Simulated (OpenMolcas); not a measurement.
A ladder of methods for GeH3 (SMILES [GeH3])

The species is GeH3 (4 atoms), meant as a doublet with charge 0. SMILES: `[GeH3]`. The shape is that of a PBE0-D4/def2-TZVP optimisation.

```xyz
4

Ge    0.2146   -0.1259   -0.2494
H     1.0550    0.1096    1.0183
H    -0.8828   -1.1759   -0.0001
H    -0.3868    1.1922   -0.7688
```

Quantity: the energy change with the Ge1–H4 bond stretched from 1.539 to 1.770 Å, in eV. The values are calculated.

```csv
level,kind,program,value (eV),less CCSD(T)/def2-TZVPP
UBLYP/def2-TZVPP,GGA,OpenMolcas,0.26,-0.08
UPBE/def2-TZVPP,GGA,OpenMolcas,0.27,-0.07
U-r2SCAN/def2-TZVPP,meta-GGA,OpenMolcas,0.33,-0.01
UTPSS/def2-TZVPP,meta-GGA,OpenMolcas,0.31,-0.03
UB3LYP/def2-TZVPP,global hybrid,OpenMolcas,0.30,-0.04
UBHLYP/def2-TZVPP,global hybrid,OpenMolcas,0.35,+0.01
UPBE0/def2-TZVPP,global hybrid,OpenMolcas,0.32,-0.02
ROCCSD(T)/def2-TZVPP,coupled cluster or CI,OpenMolcas,0.34,0.00
```

Differences are taken from ROCCSD(T)/def2-TZVPP for orientation; it has basis-set and higher-order errors of its own. All-electron rows without a relativistic Hamiltonian named are non-relativistic. The first shape isn't each level's own minimum. The values span 0.26 to 0.35 eV. In the correlated wave-function rows the outer d shell of Ge is correlated, in sets not made for it.

Stretching one Ge–H bond costs least with the two GGAs, 0.26 and 0.27 eV, against 0.34 eV with coupled cluster. Exact exchange raises the cost within each family, from BLYP through B3LYP to BHLYP and from PBE to PBE0. It isn't the only remedy, however, since r2SCAN, which has none, reaches 0.33 eV. The low GGA values probably reflect a softer Ge–H potential with its minimum at a longer distance, so that part of the stretch is nearly free.

The bond is a weakly polar σ bond between Ge 4s/4p and H 1s, and the unpaired electron sits mainly in a germanium-centred hybrid orbital of the pyramidal radical. At this modest extension the bonding pair is still largely intact, which suggests that a single-reference description remains adequate. The results support a preference for the meta-GGAs and hybrids over the GGAs for this displacement, but not a fine ranking among the closest methods. Nor does agreement here establish accuracy for the full dissociation energy, where the bonding pair has to uncouple.
